# The point-nucleus assumption in the Salpeter recoil correction

## The result and the conventions

A lepton of mass $m$ is bound to a nucleus of mass $M$ and charge $Ze$, with reduced mass $\mu=mM/(m+M)$. The spin-independent recoil shift of order $(Z\alpha)^5$ is

$$E_{\rm S}=\frac{\mu^3c^2}{mM}\frac{(Z\alpha)^5}{\pi n^3}\Big\{\tfrac13\delta_{l0}\ln(Z\alpha)^{-2}-\tfrac83\ln k_0-\tfrac19\delta_{l0}-\tfrac73a_n-2\delta_{l0}\frac{M^2\ln(m/\mu)-m^2\ln(M/\mu)}{M^2-m^2}\Big\},$$

$$a_n=-2\delta_{l0}\Big[\ln\frac2n+H_n+1-\frac1{2n}\Big]+\frac{1-\delta_{l0}}{l(l+1)(2l+1)},\qquad H_n=\sum_{i=1}^n\frac1i .$$

The correction goes back to Salpeter (1952). The Bethe logarithm $\ln k_0(n,l)$ is taken with excitation energies in units of $\mu c^2(Z\alpha)^2/2$. The formula holds for two point-like spin-1/2 particles without anomalous magnetic moments. This page drops that assumption for the nucleus.

Masses are converted to wave numbers, $\bar m=mc/\hbar$, $\bar M=Mc/\hbar$, $\bar\mu=\mu c/\hbar$, and photon momenta are wave numbers too. The metric is $(+,-,-,-)$. For $nS$ states $\phi^2\equiv|\psi(0)|^2=(\bar\mu Z\alpha)^3/(\pi n^3)$, so the prefactor of $E_{\rm S}$ equals $\hbar c(Z\alpha)^2\phi^2/(\bar m\bar M)$.

Approximate inputs for muonic hydrogen ($Z=1$): $m=1.88353\times10^{-28}$ kg, $M=1.67262\times10^{-27}$ kg, $\ln k_0(2S)=2.81177$, $\ln k_0(2P)=-0.03002$, a typical proton rms charge radius $r=0.84$ fm, and a proton anomalous moment $\kappa=1.793$. Then $\bar m=0.5354$ fm$^{-1}$, $\bar M=4.755$ fm$^{-1}$, $\bar\mu=0.4813$ fm$^{-1}$ and $\phi^2(2S)=1.723\times10^{36}$ m$^{-3}$. Small energies are quoted in µeV, one µeV being $10^{-6}\,e\times1$ V.

The prefactor for $n=2$ is 7.113 µeV. The curly bracket is 6.014 for 2S and $-0.309$ for 2P, which gives 42.77 µeV and $-2.20$ µeV. The contribution to $E(2P)-E(2S)$ is $-44.97$ µeV, or $-7.205\times10^{-24}$ J.

## Where the assumption enters

Three photon scales build up $E_{\rm S}$: the binding scale $\bar\mu(Z\alpha)^2$, which gives the Bethe logarithm; the atomic momentum $\bar\mu Z\alpha$, which gives $a_n$; and the hard scale $\bar m$, which gives the last term. A nuclear form factor $G(Q^2)=1-r^2Q^2/6+\dots$ changes a contribution from wave number $Q$ by a relative amount of order $(Qr)^2$. At the atomic scale $\bar\mu\alpha r=2.95\times10^{-3}$ and its square is $8.7\times10^{-6}$, so the two soft parts are safe. At the hard scale $\bar mr=0.45$, which is not small. The assumption therefore has to be examined in the hard two-photon exchange.

There the atomic momenta can be set to zero, and the shift is $\phi^2$ times a forward scattering amplitude of two particles at rest. It vanishes for P states. Let both particles have four-velocity $v=(1,\mathbf 0)$, let $q$ be the photon momentum and $\nu=q\cdot v$. With $p=\bar mv$ and $\bar uu=1$, the spin-averaged Compton tensor of a point Dirac particle is

$$t^{\mu\nu}_m=\frac1{4\bar m}\,\frac{{\rm Tr}[(\not p+\bar m)\gamma^\mu(\not p+\not q+\bar m)\gamma^\nu]}{q^2+2\bar m\nu}+(q\to-q,\ \mu\leftrightarrow\nu)=\frac{4\bar m}{D_m}\big[q^2\hat v^\mu\hat v^\nu+\nu^2P^{\mu\nu}\big],$$

with $D_m=q^4-4\bar m^2\nu^2$, $\hat v=v-\nu q/q^2$ and $P^{\mu\nu}=g^{\mu\nu}-q^\mu q^\nu/q^2$. The tensor is conserved, so the photon gauge is irrelevant. Because $\hat v^2=1-\nu^2/q^2$ and $P^\mu{}_\mu=3$, the square bracket contracted with itself is $(q^2-\nu^2)^2+2\nu^2(q^2-\nu^2)+3\nu^4=q^4+2\nu^4$.

The product $t_m\cdot t_M$ counts the box and the crossed box twice, hence a factor $1/2$. After rotation to Euclidean momenta, $q^2=-Q^2$, $\nu=iQx$, $d^4Q=4\pi Q^3\sqrt{1-x^2}\,dQ\,dx$, and with the factor $(4\pi Z\alpha)^2/Q^4$ from couplings and propagators,

$$E_{\rm hard}=-\frac{32}{\pi}\hbar c(Z\alpha)^2\phi^2\,\bar m\bar M\int\frac{dQ}{Q}\int_{-1}^1dx\,\frac{\sqrt{1-x^2}\,(1+2x^4)}{(Q^2+4\bar m^2x^2)(Q^2+4\bar M^2x^2)} .$$

The Coulomb limit fixes the sign and confirms the factor. At small $Q$ only $x\sim Q/\bar m$ counts, the $x$ integral is $\pi/[2(\bar m+\bar M)Q^3]$, and $E_{\rm hard}\to-16\hbar c\,\bar\mu(Z\alpha)^2\phi^2\int dQ/Q^4$. This equals second-order perturbation theory with the Coulomb potential $-4\pi Z\alpha\hbar c/Q^2$ and the denominator $-\hbar cQ^2/2\bar\mu$.

Partial fractions separate the masses. With $\tau_m=Q^2/4\bar m^2$ and $\tau_M=Q^2/4\bar M^2$,

$$E_{\rm hard}=-8\hbar c(Z\alpha)^2\phi^2\int dQ\,K(Q),\qquad K=\frac{\bar m\bar M}{\bar M^2-\bar m^2}\,\frac{j(\tau_M)-j(\tau_m)}{Q^3},$$

$$j(\tau)=\frac1\pi\int_{-1}^1dx\,\frac{\sqrt{1-x^2}(1+2x^4)}{\tau+x^2}=(1+2\tau^2)\Big(\sqrt{1+1/\tau}-1\Big)+\frac14-\tau .$$

It helps to write $j=\tau^{-1/2}-\tfrac34+g(\tau)$ with

$$g(\tau)=\frac{\sqrt\tau}{1+\sqrt{1+\tau}}-\beta(\tau)^2,\qquad\beta(\tau)=\frac{\sqrt\tau}{\sqrt\tau+\sqrt{1+\tau}},$$

where $g=\tfrac12\sqrt\tau-\tau+\dots$ at small $\tau$ and $g\to\tfrac34$ at large $\tau$. The kernel then starts as

$$K=\frac{2\bar\mu}{Q^4}-\frac1{4(\bar m+\bar M)Q^2}+\frac1{4\bar m\bar MQ}+\dots$$

Cut the integral at $Q>\lambda$, with $\bar\mu Z\alpha\ll\lambda\ll\bar m$. The elementary integral is $\int_{\tau_0}^\infty j\,d\tau/\tau^2=\tfrac23\tau_0^{-3/2}-\tfrac34\tau_0^{-1}+\tau_0^{-1/2}+\ln\tau_0+\tfrac13+2\ln2$ as $\tau_0\to0$. The inverse powers of $\lambda$ are iterations of the Coulomb and Breit potentials, which lower orders already contain. What remains is

$$E_{\rm hard}^{\rm point}=\frac{\hbar c(Z\alpha)^2\phi^2}{\bar m\bar M}\Big\{\frac13+2\ln\frac\lambda{\bar\mu}-2\,\frac{M^2\ln(m/\mu)-m^2\ln(M/\mu)}{M^2-m^2}\Big\}.$$

The last term is the last term of $E_{\rm S}$. The constant $1/3$ belongs to this cutoff and combines with constants of the softer regions, which also cancel $\ln\lambda$. The logarithms add up: the atomic region replaces $\lambda$ by $\bar\mu Z\alpha$ and leaves $2\ln Z\alpha$, the range between $\bar\mu(Z\alpha)^2$ and $\bar\mu Z\alpha$ carries the Bethe-logarithm coefficient and gives $-\tfrac83\ln Z\alpha$, and the sum is $\tfrac13\ln(Z\alpha)^{-2}$. The point nucleus was assumed in one place, the bare vertex $\gamma^\mu$ in $t_M$. In muonic hydrogen the mass term itself is small, $-0.157$ in the bracket or $-1.1$ µeV.

## First correction: an extended charge

Replace $\gamma^\mu$ by $G(Q^2)\gamma^\mu$ at both nuclear vertices. The tensor stays conserved and $K$ becomes $KG^2$. The change $K(G^2-1)$ behaves as $-2\bar\mu r^2/(3Q^2)$ at small $Q$. That piece is the cross term of the Coulomb potential with the contact potential $\tfrac{2\pi}3\hbar cZ\alpha r^2\delta^3(\mathbf x)$. It is already summed in the leading finite-size shift $\tfrac{2\pi}3\hbar cZ\alpha r^2\phi^2$ of order $(Z\alpha)^4$, here 3.67 meV for 2S, because $\phi^2$ is the Coulomb value. It must be subtracted. All other terms are finite at small $Q$, so $\lambda$ can go to zero:

$$\delta E=-8\hbar c(Z\alpha)^2\phi^2\int_0^\infty dQ\Big[K\,(G^2-1)+\frac{2\bar\mu r^2}{3Q^2}\Big]=\delta E_{\rm F}+\delta E_{\rm rec}.$$

**Static part.** Keeping $K\to2\bar\mu/Q^4$,

$$\delta E_{\rm F}=-16\hbar c\,\bar\mu(Z\alpha)^2\phi^2\int_0^\infty\frac{dQ}{Q^4}\Big[G^2-1+\frac{r^2Q^2}3\Big].$$

$G^2$ is the Fourier transform of $\rho_2$, the normalised charge density convolved with itself, whose mean square radius is $2r^2$. The bracket is the $\rho_2$ average of $\sin(Qs)/(Qs)-1+Q^2s^2/6$, and $\int_0^\infty du\,u^{-4}(\sin u/u-1+u^2/6)=\pi/48$. Hence

$$\delta E_{\rm F}=-\frac\pi3\hbar c\,\bar\mu(Z\alpha)^2\phi^2r_{\rm F}^3,\qquad r_{\rm F}^3=\int d^3s\,\rho_2(s)\,s^3 .$$

This is the term of Friar (1979). It has the same power $(Z\alpha)^5$ as $E_{\rm S}$ and survives as $M\to\infty$. Relative to the Salpeter prefactor it is $-\tfrac\pi3\bar\mu\bar m\bar Mr_{\rm F}^3$, which is why a moderate $\bar mr$ is enough to make it compete.

As a model take the dipole $G=(1+Q^2/\Lambda^2)^{-2}$, an exponential charge density, with $\Lambda=\sqrt{12}/r=4.124$ fm$^{-1}$. Then $\rho_2=\Lambda^3e^{-\Lambda s}(3+3\Lambda s+\Lambda^2s^2)/192\pi$ and $r_{\rm F}^3=\tfrac{315}{2}\Lambda^{-3}=\tfrac{35\sqrt3}{16}r^3=3.79\,r^3=2.25$ fm$^3$. This gives $\delta E_{\rm F}(2S)=-20.5$ µeV. The shape matters: a Gaussian density of the same radius has $r_{\rm F}^3=32r^3/(3\sqrt{3\pi})=3.47\,r^3$, which is 8 per cent lower.

**Recoil part.** The rest of the kernel is $K-2\bar\mu/Q^4=\frac{\bar m\bar M}{\bar M^2-\bar m^2}[g(\tau_M)-g(\tau_m)]/Q^3$. With $y=Q^2/\Lambda^2$ the dipole gives $(1-G^2)/y=\sum_{k=1}^4(1+y)^{-k}$, and $4/\Lambda^2=r^2/3$, so

$$\delta E_{\rm rec}=-\hbar c(Z\alpha)^2\phi^2\frac{mM}{M^2-m^2}\,\frac{r^2}3\,[L(a_m)-L(a_M)],\qquad L(a)=\int_0^\infty\frac{dy}y\,g(ay)\sum_{k=1}^4(1+y)^{-k},$$

with $a_m=\Lambda^2/4\bar m^2=14.83$ and $a_M=\Lambda^2/4\bar M^2=0.188$. Evaluating the integrals gives $L(a_m)=5.140$ and $L(a_M)=1.025$. The mass factor is 0.114, and $\delta E_{\rm rec}(2S)=-2.0$ µeV.

For a light lepton $L(a)\to3\ln4a-\tfrac{43}4+\tfrac{105\pi}{16}a^{-1/2}$, which shows that the genuine recoil finite-size term scales as $(m/M)\,r^2\ln(\bar mr)$. For the muon this asymptotic form gives 6.85 in place of 5.140, so an expansion in $\bar mr$ should not be used here.

## The anomalous moment is as large as the recoil part

The vertex $G\gamma^\mu$ has equal electric and magnetic form factors, whereas the proton has $G_M(0)=1+\kappa$. Take the vertex $F_1\gamma^\mu+iF_2\sigma^{\mu\nu}q_\nu/2\bar M$ for an absorbed photon, with $\tau\equiv\tau_M$, $G_E=F_1-\tau F_2$ and $G_M=F_1+F_2$. The same trace gives

$$t_M^{\mu\nu}=\frac{4\bar M}{D_M}\,\frac{G_E^2+\tau G_M^2}{1+\tau}\,q^2\hat v^\mu\hat v^\nu+\frac1{\bar M}\Big[\frac{q^4G_M^2}{D_M}-F_1^2\Big]P^{\mu\nu}.$$

Contraction with $t_m$ replaces the factor $1+2x^4$ in $E_{\rm hard}$ by

$$\frac{G_E^2+\tau G_M^2}{1+\tau}(1-x^2)+G_M^2x^2(1+2x^2)-(G_M^2-F_1^2)(1+2x^2)(\tau+x^2).$$

Assume $G_E=G$ and $G_M=(1+\kappa)G$, so that $F_1=G\,[1+\tau\kappa/(1+\tau)]$, and subtract $G^2(1+2x^4)$. The terms of order $\tau$ and $x^2$ cancel, so the difference is finite at small $Q$ and needs no subtraction. The $x$ integrals follow from $\int_{-1}^1\sqrt{1-x^2}\,dx/(\tau+x^2)=\pi\beta(\tau)/\tau$. With $\eta=M^2/m^2$ and $\beta_m=\beta(\tau_m)$, $\beta_M=\beta(\tau_M)$,

$$\delta E_\kappa=-\hbar c(Z\alpha)^2\phi^2\,\frac{2\bar m}{\bar M^3}\int_0^\infty\frac{dQ}Q\,G^2\,w(Q),$$

$$w=\kappa(2+\kappa)\Big[-\frac{3+2\tau}{1+\tau}\beta_m+\frac{2(\eta\beta_M-\beta_m)}{\eta-1}\Big]+\frac{\kappa\,[2+(2+\kappa)\tau]}{(1+\tau)^2}\,(\beta_m+\beta_m^2).$$

The integral is $-11.0$, and $\delta E_\kappa(2S)=+2.0$ µeV. The term carries $1/(\bar M r)^2$ relative to $\delta E_{\rm rec}$, but $\kappa(2+\kappa)=6.80$ makes up for it. The near cancellation of the two is numerical. It depends on $r$, $\kappa$ and the assumed form factors, and no symmetry protects it.

## Size in the 2S–2P interval

The 2P level is untouched at this order, so each 2S shift enters $E(2P)-E(2S)$ with the opposite sign.

| Contribution to $E(2P)-E(2S)$ | µeV | $10^{-24}$ J |
|---|---|---|
| Salpeter term, point nucleus | $-44.97$ | $-7.2$ |
| Static finite size, $-\delta E_{\rm F}$ | $+20.5$ | $+3.3$ |
| Recoil finite size, $-\delta E_{\rm rec}$ | $+2.0$ | $+0.3$ |
| Anomalous moment, $-\delta E_\kappa$ | $-2.0$ | $-0.3$ |
| Sum of the three corrections | $+20.5$ | $+3.3$ |

In the dipole model the extended proton removes 46 per cent of the Salpeter contribution to the interval. The correction is 0.56 per cent of the leading 3.67 meV finite-size shift, so leaving it out would bias a radius deduced from the interval by 0.28 per cent. The third figure of 20.5 belongs to the model only, given the 8 per cent shape dependence. Finite-size terms of the next order have the scale $(Z\alpha)^2\ln(Z\alpha)^{-1}\times3.67$ meV $=1.0$ µeV, comparable with the two recoil-order pieces and small against the static one.

For bookkeeping, keep $E_{\rm S}$ as it stands and add $\delta E$ as a separate nuclear-structure entry. The subtraction of $1$ from $G^2$ removes what $E_{\rm S}$ already holds, and the subtraction of the $r^2$ term removes what the $(Z\alpha)^4$ shift holds. Omitting either one double counts.

The number $+20.5$ µeV is the model's, for a proton that stays in its ground state between the two photons. A real proton can be excited in the intermediate state. As typical knowledge, this polarisability part lowers 2S by roughly a further 10 µeV, with the same sign as the Friar term, so the elastic model falls short of the full two-photon structure correction by about a third.